**Q:** Here is a computed compression curve of BiTe in the rocksalt structure. At what volume would this crystal rest if nothing pushed on it?

Rocksalt BiTe at fixed cubic shape, computed with ABACUS 3.10.1 using PBE without dispersion correction, spin polarisation or spin-orbit coupling. PseudoDojo NC SR 0.4.1 PBE standard potentials, plane-wave cutoff 1129.27 eV, 7×7×7 k mesh, Fermi-Dirac smearing 0.05 eV. Energies are counted from the minimum of the equation-of-state fit.

```
volume (Å³/atom)  energy (meV/atom)  pressure (GPa)
           31.82              35.83           4.550
           32.50              19.40           3.220
           33.18               8.30           2.020
           33.85               2.00           0.950
           34.53               0.00          -0.010
           35.21               1.86          -0.880
           35.89               7.19          -1.650
```

**A:** At 34.53 Å³ per atom, where the pressure is practically zero and the energy, counted from its minimum, is lowest. The pressure column tells you what you must apply to hold the crystal at each volume. Positive values mean squeezing and negative values mean pulling.

**Q:** Does it cost more to squeeze the crystal or to stretch it?

**A:** Squeezing costs more. Compare the rows at 33.18 and 35.89 Å³, which lie almost equally far from the resting volume on either side. The squeezed crystal has gained 8.30 meV per atom and the stretched one 7.19 meV, so squeezing is about 15 % dearer.

The reason is the usual one for solids. When atoms approach, their electron clouds overlap more and the repulsion rises steeply, while the attraction that holds the crystal together changes more gently. The crystal therefore grows stiffer as it is squeezed and softer as it is stretched.

**Q:** Could I have predicted that difference from the constants in a data sheet?

**A:** Yes, from three of them: the resting volume $V_0$, the bulk modulus $B_0$ there, and its rise with pressure, $B'$. Pressure is the downhill slope of the energy, $P=-dE/dV$, and the modulus is $B=-V\,dP/dV$, so the energy curve has curvature $B/V$. Let that curvature change with volume as $B'$ demands, integrate twice, and with $e=(V-V_0)/V_0$ you get

$$E \approx \tfrac{1}{2}B_0V_0\,e^2\left[1-\tfrac{1}{3}(1+B')\,e\right].$$

The factor in front is a plain spring; the bracket makes squeezing dearer than stretching.

An equation-of-state fit to all seven energies gives $V_0=34.53$ Å³, $B_0=46.6$ GPa and $B'=4.47$. For the row at 33.18 Å³, $e=-0.039$. With 160.2 GPa Å³ equal to 1 eV, the spring gives 7.7 meV, and the bracket multiplies this by 1.07:

$$E \approx \frac{46.6\times 34.53}{2\times 160.2}\,(0.039)^2\times 1.07\ \text{eV}\approx 8.2\ \text{meV}.$$

The table has 8.30 meV. This row was part of the fit, so the agreement shows that one correction to the spring is enough here; it doesn't test the constants.

**Q:** How far can I go with the plain spring alone?

**A:** A few per cent in volume, if errors of several per cent in energy don't hurt you. At 31.82 Å³, a compression of nearly 8 %, the spring gives 31 meV instead of 35.83 meV, which is 14 % too low. The bracket recovers most of that and leaves the estimate about half a meV short. Further in, you would need the next term as well.

**Q:** I think in bond lengths. How fast does the crystal soften as the bonds get longer?

**A:** By roughly 13 % for each per cent of bond length. In rocksalt the volume per atom is the cube of the Bi–Te distance, so 1 % in distance is 3 % in volume, and near zero pressure the modulus changes $B'$ times as fast as the volume, in the opposite direction.

The pressures let you check this, because a modulus follows from the pressure difference between neighbouring rows. It falls from about 63 GPa in the most compressed interval to a little over 40 GPa in the most stretched one. A straight line through the logarithms of modulus and bond length, fitted by least squares to the six intervals, has a slope of $-13.3\pm0.4$; the fit to the energies gives $-3B'=-13.4$. Take this power as a description of the range covered here, not as a law of force between two atoms.

**Q:** Which digits should I believe?

**A:** Within this calculation, energy differences are good to about 0.1 meV when you work with the printed volumes. Adding up mean pressure times volume change from 34.53 down to 31.82 Å³ gives 35.8 meV, the same as the energy column. That is consistency, not accuracy. With an odd number of electrons per cell and both spins treated alike, a band must stay partly filled, and such a metal can be sensitive to the k mesh, which was not varied. I would quote the modulus as "about 47 GPa" for these settings, and not lean on the second digit until a denser mesh has confirmed it.

**Q:** Bismuth is heavy. Would spin-orbit coupling change the answer, and may I use that modulus for the BiTe in my laboratory?

**A:** Spin-orbit coupling acts strongly on the bismuth 6p electrons that take part in the bonding, so it may shift both the resting volume and the modulus; by how much is untested. I would still expect squeezing to cost more, because the steep repulsion between close atoms is there with or without it.

For your sample, don't use the number. Known BiTe is layered, whereas here the crystal was held cubic with every atom fixed by symmetry. This curve can't say whether rocksalt BiTe would keep its shape if the atoms were nudged off their sites, nor how its energy compares with that of the layered form.
